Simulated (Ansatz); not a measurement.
# SrCd: pressure against volume scale

All results are calculated (Ansatz 0.2.0). Periodic Kohn-Sham DFT of a crystal at fixed atoms, scaled to volume_scale times the given cell; pressure positive in compression, energy less spherical unpolarised free atoms, largest_vzz the field gradient of largest size among the nuclei.

The cell before it is scaled or strained (space group Pm-3m, No. 221):
```
SrCd
1.0
      4.0030     0.0000     0.0000
      0.0000     4.0030     0.0000
      0.0000     0.0000     4.0030
Sr Cd
1 1
Direct
  0.50000 0.50000 0.50000
  0.00000 0.00000 0.00000
```

Settings of every row: method all-electron PAW; functional LDA; relativity scalar; k mesh 10x10x10; filling fermi-dirac; smearing width 0.08 eV; nucleus gaussian.

Atom start moment: 0 on all atoms.

| row | volume scale | V (Å³/atom) | pressure (GPa) |
| --- | --- | --- | --- |
| 1 | 0.94 | 30.148 | ? |
| 2 | 0.96 | 30.789 | -1.021 |
| 3 | 0.98 | 31.431 | -1.568 |
| 4 | 0.99 | 31.751 | -1.819 |
| 5 | 1 | 32.072 | -2.056 |
| 6 | 1.01 | 32.393 | -2.28 |
| 7 | 1.02 | 32.713 | -2.49 |
| 8 | 1.04 | 33.355 | -2.878 |
| 9 | 1.06 | 33.996 | -3.222 |

Question: what pressure should row 1 give?

Worked fit of pressure. Take u = (V_r/V)^(2/3) − 1 with V_r = 32.233 Å³ an atom, which is twice the finite (Eulerian) strain; such expansions in the strain, on which the Birch-Murnaghan equation of state is built, carry the rest volume and the bulk modulus. The shown rows have u = 0.03103, 0.01694, 0.01009, 0.00334, -0.0033, -0.00981, -0.02255, -0.03488. Least squares give pressure = −2.1697 + 33.715 × u + 104.19 × u² + 74 × u³ GPa; a parabola predicts inner rows, each left out in turn, worse (root mean square 0.00076 against 0.00042 GPa). All shown rows lie on it to the printed digit. The withheld row has u = 0.04559, so the fit gives −2.1697 + 33.715 × (0.04559) + 104.19 × (0.04559)² + 74 × (0.04559)³ = -0.409 GPa.

The calculation gave -0.407 GPa. The fit lies 0.002 GPa (0.071 % of the column's range) below it; its largest miss of a shown row is 0.000 GPa. This row lies beyond the range of the fit.
